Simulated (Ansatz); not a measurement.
From Al to In: the atomisation energy (no zero-point term)

Gas-phase molecules, one atom swapped for its congeners: C2H6AlS `[CH3][Al][S]C`; C2H6GaS `C[S][Ga][CH3]`; C2H6InS `C[S][In][CH3]`. All are doublets with charge 0.

Shapes, held fixed at every level: PBE0-D4/def2-TZVP. Flexible molecules stand in one conformer, not always the lowest. Programs: Ansatz 0.2.0. Values in eV.

```tsv
level	C2H6AlS	C2H6InS
HF/def2-TZVPP	26.77	25.18
PBE-D4/def2-TZVPP	36.19	34.67
r2SCAN-D4/def2-TZVPP	35.91	34.31
wB97M-V/def2-TZVPP	35.65	34.19
wB97X-V/def2-TZVPP	35.65	34.16
MP2/def2-TZVPP	35.05	33.48
CCSD(T)/def2-TZVPP	34.68	33.29
```

(1) Estimate the column for C2H6GaS from its neighbours.

Results:

(1) The mean of the neighbours at CCSD(T)/def2-TZVPP is 33.98 eV, against 34.06 from the run. All rows: HF/def2-TZVPP 25.91; PBE-D4/def2-TZVPP 35.39; r2SCAN-D4/def2-TZVPP 35.10; wB97M-V/def2-TZVPP 34.85; wB97X-V/def2-TZVPP 34.87; MP2/def2-TZVPP 34.40; CCSD(T)/def2-TZVPP 34.06 eV. At CCSD(T)/def2-TZVPP the atomisation energy falls at every step, from 34.68 to 33.29 eV. Every level shows the same order. Open shells run unrestricted. For atoms past krypton def2 sets carry core potentials with scalar relativity. Relativity is left out for Ga. Outer-core shells of Ga, In are correlated in most correlated rows, in sets that cover them unevenly. Spin-orbit coupling, which grows down the group, is left out (summed over each molecule's free atoms 0.04, 0.10, 0.21 eV). Coupled cluster in double- or triple-zeta sets underbinds by a few per cent against its basis-set limit.

Replacing Al by Ga and then In weakens the binding at every level. The C–H and C–S bonds are common to all three molecules, so the decline mainly reflects the bonds from the metal to carbon and sulfur. From Ga to In the valence s and p orbitals become more diffuse and overlap less well with those of carbon and sulfur; from Al to Ga they do not expand, because of the d-block contraction. Al, the most electropositive of the three, also gains most from bond polarity. In Ga, the poorly shielding filled 3d shell holds the 4s electrons tightly, making their use in bonding more costly. Hartree–Fock already gives the same order, so the trend doesn't depend on correlation, although correlation supplies much of the total binding.

Interpolation works well, but the small departure from it has no settled sign: Ga lies above the mean of its neighbours in MP2 and CCSD(T) and below it in the other rows, possibly because of how its 3d shell is correlated. The curvature is therefore no measure of d-block contraction. Nor do these totals separate the metal–carbon from the metal–sulfur bond strength.
